# Choosing a k-point grid for graphene: Hermite count, Smith labels, cost and error

## Which grids exist

With primitive vectors as columns of $A$ and $B=2\pi A^{-T}$, a Γ-centred grid of $n$ points is $k=BH^{-T}z$ ($z$ integer, modulo $B\mathbb Z^2$), the reciprocal lattice of the superlattice $AH$ with $\det H=n$. Each superlattice has one Hermite form $H=\begin{pmatrix}p&0\\ b&r\end{pmatrix}$, $pr=n$, $0\le b<r$, so 2D has $\sum_{r|n}r=\sigma(n)$ grids. In 3D the diagonal $(p,r,s)$ allows $rs^2$ fillings, and grouping by $d=rs$ gives $\sum_{d|n}d\,\sigma(d)=1,7,13,35,31$ for $n=1,\dots,5$.

A grid is symmetric if $H^{-1}XH$ is integer for each operation $X$, written in the basis $A$. For $a_1,a_2$ at 60° the 12 operations are generated by $\begin{pmatrix}0&-1\\1&1\end{pmatrix}$ and $\begin{pmatrix}0&1\\1&0\end{pmatrix}$. Sixfold rotation makes the superlattice hexagonal, and the mirrors put its shortest vector on a mirror line, at $ma_1$ or $m(a_1+a_2)$. Hence $n=m^2$ or $3m^2$. At $n=7$, 2 of the 8 forms pass the rotation, but neither passes the mirror.

The Smith form $UHV=D=\mathrm{diag}(d_1,d_2)$, with unimodular $U,V$ and $d_1|d_2$, gives $k=BU^TD^{-1}g$ with $g=V^Tz\in\mathbb Z_{d_1}\times\mathbb Z_{d_2}$ (three factors in 3D). For $H=m\begin{pmatrix}1&0\\1&3\end{pmatrix}$, $D=\mathrm{diag}(m,3m)$ and the reduced coordinates are $(g_1/m-g_2/3m,\;g_2/3m)$. These grids contain K and K′; $m\times m$ grids do so only if $3|m$.

## Work and memory

- **Search:** $\sigma(n)$ candidates per index (403 at $n=144$), about $\pi^2N^2/12$ up to index $N$. The classification above removes it here.
- **Folding:** $X$ acts on $z$ as the integer matrix $(H^{-1}XH)^{-T}$, and $g_1d_2+g_2$ addresses a table of $n$ integers. That takes $12n$ steps against up to $12n^2$ pairwise comparisons: 1728 against 248832 at $n=144$.
- **Diagonalisations** are our cost unit; stored wavefunctions scale alike. Burnside's lemma gives $N_{\rm irr}=(n+\mu+\epsilon+2\kappa+2)/12$, from the fixed points of the mirrors ($\mu=6m$ for $m^2$, $12m$ for $3m^2$), $C_2$ ($\epsilon=4$ for even $m$, else 1), $C_3$ ($\kappa=3$ with K, else 1) and $C_6$.

## Model and exact answer

Nearest-neighbour π bands are $\pm t|f|$, $f=1+e^{i\theta_1}+e^{i\theta_2}$, $\theta_i=k\cdot a_i$, with typical $t=2.7$ eV. The neutral band energy per atom is $e=-tI$, $I=\langle|f|\rangle_{\rm BZ}$. Averaging over $\theta_2$ at fixed $\rho=2\cos(\theta_1/2)$ gives a complete elliptic integral $E$ (argument is the parameter):
$$I=\frac{2}{\pi^2}\int_0^\pi(1+\rho)\,E\!\left(\frac{4\rho}{(1+\rho)^2}\right)d\theta_1=1.574597,$$
so $e=-4.251$ eV/atom.

## How the error falls

The grid average $S_n$ obeys $S_n-I=\sum_{R\ne0}c_R$ over superlattice vectors, with $c_R=\langle|f|e^{-ik\cdot R}\rangle$. Large $R$ is governed by the Dirac points, where
$$|f|=\tfrac{\sqrt3}{2}aq+\tfrac18a^2q^2\cos3\varphi+O(q^3),$$
with lattice constant $a$ and $\varphi$ counted from K→Γ. The transforms $\int d^2q\,e^{-iq\cdot R}$ of $q$ and $q^2\cos3\varphi$ are $-2\pi/R^3$ and $30\pi i\cos3\varphi_R/R^4$. Dividing by the zone area $8\pi^2/\sqrt3a^2$ and adding both valleys,
$$c_R\simeq-\frac{3a^3}{4\pi R^3}\cos K\!\cdot\!R+\frac{15\sqrt3a^4}{16\pi R^4}\sin (K\!\cdot\!R)\cos3\varphi_R .$$
The superlattice spacing is $a\sqrt n$. Let $\delta e=-t(S_n-I)$ and $Z=\sum'(i^2+ij+j^2)^{-3/2}=6\zeta(\tfrac32)\left(1-2^{-3/2}+4^{-3/2}-5^{-3/2}+\dots\right)=11.034$.

**A. Grids with K.** The cosine is 1 and the sine vanishes: $\delta e\simeq\frac{3Z}{4\pi}\,t\,n^{-3/2}=2.634\,t\,n^{-3/2}$.

**B. Grids without K.** The cosine is 1 on the $\sqrt3\times\sqrt3$ sublattice of the superlattice and $-\frac12$ elsewhere, which multiplies $Z$ by $(3^{-1/2}-1)/2$, a reduction by 4.73 with reversed sign. The warping term survives, and its lattice sum gives
$$\delta e\simeq-t\,(0.557\,n^{-3/2}\pm2.6\,n^{-2}),$$
upper sign for $m\equiv1$, lower for $m\equiv2\pmod 3$.

**C. Grids with K, cone-corrected.** Subtract the term of A, written through $\hbar v=\sqrt3at/2$ as $3.042\,(\hbar v/a)\,n^{-3/2}$. One extra diagonalisation near K supplies $v$. The $q^3$ term leaves an error of order $n^{-5/2}$.

Since $N_{\rm irr}\to n/12$, the error falls as cost$^{-3/2}$ for A and B and as cost$^{-5/2}$ for C.

## Direct sums

| $n$ | $(d_1,d_2)$ | K | $N_{\rm irr}$ | $\delta e$ plain (meV/atom) | $\delta e$ corrected |
|---|---|---|---|---|---|
| 16 | (4,4) | no | 4 | −37.6 | |
| 25 | (5,5) | no | 5 | −0.38 | |
| 27 | (3,9) | yes | 6 | 56.9 | 6.22 |
| 36 | (6,6) | yes | 7 | 31.4 | −1.53 |
| 48 | (4,12) | yes | 9 | 23.0 | 1.62 |
| 49 | (7,7) | no | 8 | −6.44 | |
| 64 | (8,8) | no | 10 | −1.13 | |
| 81 | (9,9) | yes | 12 | 9.52 | −0.24 |
| 100 | (10,10) | no | 14 | −2.06 | |
| 108 | (6,18) | yes | 16 | 6.53 | 0.20 |
| 121 | (11,11) | no | 16 | −0.62 | |
| 144 | (12,12) | yes | 19 | 4.06 | −0.061 |

The 5×5 entry is a near cancellation of −12 meV (cone) against +11 meV (warping). It hinges on the model's ratio of warping to velocity and is no sign of convergence.

## Picks

For a target, we require the grid and every larger grid of the same method to meet it. Costs in brackets include the extra point of C, and grids beyond the table follow from the formulas above.

| target (meV/atom) | A | B | C | cheapest |
|---|---|---|---|---|
| 10 | 9×9 (12) | 5×5 (5) | $n=27$ (7) | B |
| 1 | 21×21 (48) | 11×11 (16) | 9×9 (13) | C, narrowly |
| 0.1 | 42×42 (169) | 26×26 (70) | 12×12 (20) | C |

Best inside a budget of diagonalisations:

- **5:** 5×5, trusted at the 10 meV level only.
- **10:** 5×5 still has the smallest entry. Setting it aside, 8×8 (−1.13) is close to corrected 6×6 (−1.53, cost 8); take the latter, whose leading error is removed and not partly cancelled by chance.
- **13:** corrected 9×9 (−0.24).
- **20:** corrected 12×12 (−0.061).

At equal cost the plain $3m^2$ grids are no gain for this energy: 108 points and 11×11 both cost 16 and give 6.53 against −0.62. Their use is as intermediate sizes when states at K itself are needed.

All energies are the model's. A self-consistent calculation has its own $v$ and warping, adds σ-band errors that decay exponentially with $\sqrt n$, and with doping or smearing replaces the cone term, so C applies to neutral, unsmeared graphene only.